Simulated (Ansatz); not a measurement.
## CaO: energy above lowest point and pressure as volume per atom varies

All results are calculated (Ansatz 0.2.0 development build). Equation of state of a cubic crystal from periodic Kohn-Sham density functional theory without spin; pressure corrected for the finite basis.

Cell of the first row (space group Fm-3m, No. 225):
```
CELL_PARAMETERS angstrom
0.00000 2.36630 2.36630
2.36630 0.00000 2.36630
2.36630 2.36630 0.00000
ATOMIC_POSITIONS crystal
Ca 0.00000 0.00000 0.00000
O 0.50000 0.50000 0.50000
```

Settings of every row: formula CaO; structure type rock salt; functional PBE; spin treatment none; k mesh 20x20x20; occupation method fermi-dirac; occupation width 0.061225619 eV; wave cutoff 700 eV; datasets soft-1 PAW; density cutoff ratio 4.

Limits: the SCF threshold is loose for a stress in some rows.

```
row  volume per atom (Å³)  energy above lowest point (meV/atom)  pressure (GPa)
  1                13.249                                 18.49           7.425
  2                13.531                                  7.89           4.671
  3                13.813                                  1.88             2.2
  4                14.095                                     0           -0.02
  5                14.377                                  1.82          -2.015
  6                14.659                                     ?               ?
```

Question: what energy above lowest point and pressure should row 6 give?

Worked fit of energy above lowest point. Take u = (V_r/V)^(2/3) − 1 with V_r = 13.813 Å³ an atom, which is twice the finite (Eulerian) strain; such expansions in the strain, on which the Birch-Murnaghan equation of state is built, carry the rest volume and the bulk modulus. The shown rows have u = 0.02818, 0.01385, 0, -0.01338, -0.02633. Least squares give energy above lowest point = 1.88 + 285.65 × u + 10772.2 × u² meV/atom; a straight line predicts inner rows, each left out in turn, worse (root mean square 3.7 against 0.017 meV/atom). The rows lie off it by 0.01, -0.01, 0.00, 0.01, -0.01. Its lowest point lies at u = -0.0133, or V = 14.09 Å³ an atom, and the curvature there gives the bulk modulus at fixed shape and fractions, B = (4/9)(1 + u)² E″(u)/V = 106 GPa. The withheld row has u = -0.03885, so the fit gives 1.88 + 285.65 × (-0.03885) + 10772.2 × (-0.03885)² = 7.04 meV/atom.

The calculation gave 6.97 meV/atom. The fit lies 0.07 meV/atom (1 % of the value, 0.38 % of the column's range) above it; its largest miss of a shown row is 0.01 meV/atom. This row lies beyond the range of the fit.

Worked fit of pressure. Take u = (V_r/V)^(2/3) − 1 with V_r = 13.813 Å³ an atom, which is twice the finite (Eulerian) strain; such expansions in the strain, on which the Birch-Murnaghan equation of state is built, carry the rest volume and the bulk modulus. The shown rows have u = 0.02818, 0.01385, 0, -0.01338, -0.02633. Least squares give pressure = 2.1991 + 172.265 × u + 465.9 × u² GPa; a straight line predicts inner rows, each left out in turn, worse (root mean square 0.16 against 0.0039 GPa). The rows lie off it by 0.001, -0.003, 0.001, 0.002, -0.001. The pressure vanishes at u = -0.0132, or V = 14.09 Å³ an atom, and there the bulk modulus at fixed shape and fractions is B = −V dP/dV = (2/3)(1 + u) dP/du = 105 GPa. The withheld row has u = -0.03885, so the fit gives 2.1991 + 172.265 × (-0.03885) + 465.9 × (-0.03885)² = -3.790 GPa.

The calculation gave -3.808 GPa. The fit lies 0.018 GPa (0.16 % of the column's range) above it; its largest miss of a shown row is 0.003 GPa. This row lies beyond the range of the fit.
